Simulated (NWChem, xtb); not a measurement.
# CH3ClSb (SMILES [CH3][Sb][Cl]): methods side by side

CH3ClSb: 6 atoms, total charge 0, spin state doublet. As SMILES, `[CH3][Sb][Cl]`. The shape is that of a PBE0-D4/def2-TZVP optimisation.

Each level gives the dipole moment (D). The values are calculated.

| level | kind | program | value (D) | CPU time |
| --- | --- | --- | --- | --- |
| GFN2-xTB | semi-empirical | xtb | 2.99 | under 2 s |
| GFN0-xTB | semi-empirical | xtb | 4.08 | under 2 s |
| GFN1-xTB | semi-empirical | xtb | 3.96 | under 2 s |
| UHF/STO-3G | Hartree–Fock | NWChem | 3.10 | 6.6 s |
| UHF/3-21G | Hartree–Fock | NWChem | 4.03 | 17 s |
| UBP86/3-21G | GGA | NWChem | 3.14 | 18 s |
| UPBE/def2-SVP (core potential) | GGA | NWChem | 2.33 | 36 s |
| UTPSS/def2-SVP (core potential) | meta-GGA | NWChem | 2.45 | 51 s |

All-electron rows without a relativistic Hamiltonian named are non-relativistic, while core potentials hold scalar relativity, so basis and relativity change together. The values span 2.33 to 4.08 D. Sets without polarisation functions give poor dipoles. CPU times are rough (shared hosts, several kinds of processor): they show what a rung costs within a factor of a few.

Every level gives CH3ClSb a substantial dipole, as expected for a bent, divalent antimony radical with a strongly polar Sb–Cl bond. Chlorine is much more electronegative than antimony and draws density towards itself, while the Sb–C bond is far less polar. The antimony lone pair, largely 5s in character, points away from the ligands and should partly offset the bond dipoles. The unpaired electron probably occupies a 5p orbital perpendicular to the molecular plane, where it adds little to the dipole directly.

The size of the dipole is much less settled than its origin. In the same 3-21G basis, it falls from 4.03 D with UHF to 3.14 D with UBP86, probably because Hartree–Fock exaggerates the charge separation in the Sb–Cl bond. The closeness of UHF/STO-3G to UBP86/3-21G is therefore better read as compensation of errors than as agreement. UPBE and UTPSS, at 2.33 and 2.45 D, agree well, but both are semilocal functionals and could share a bias, so their agreement does not establish the true value.
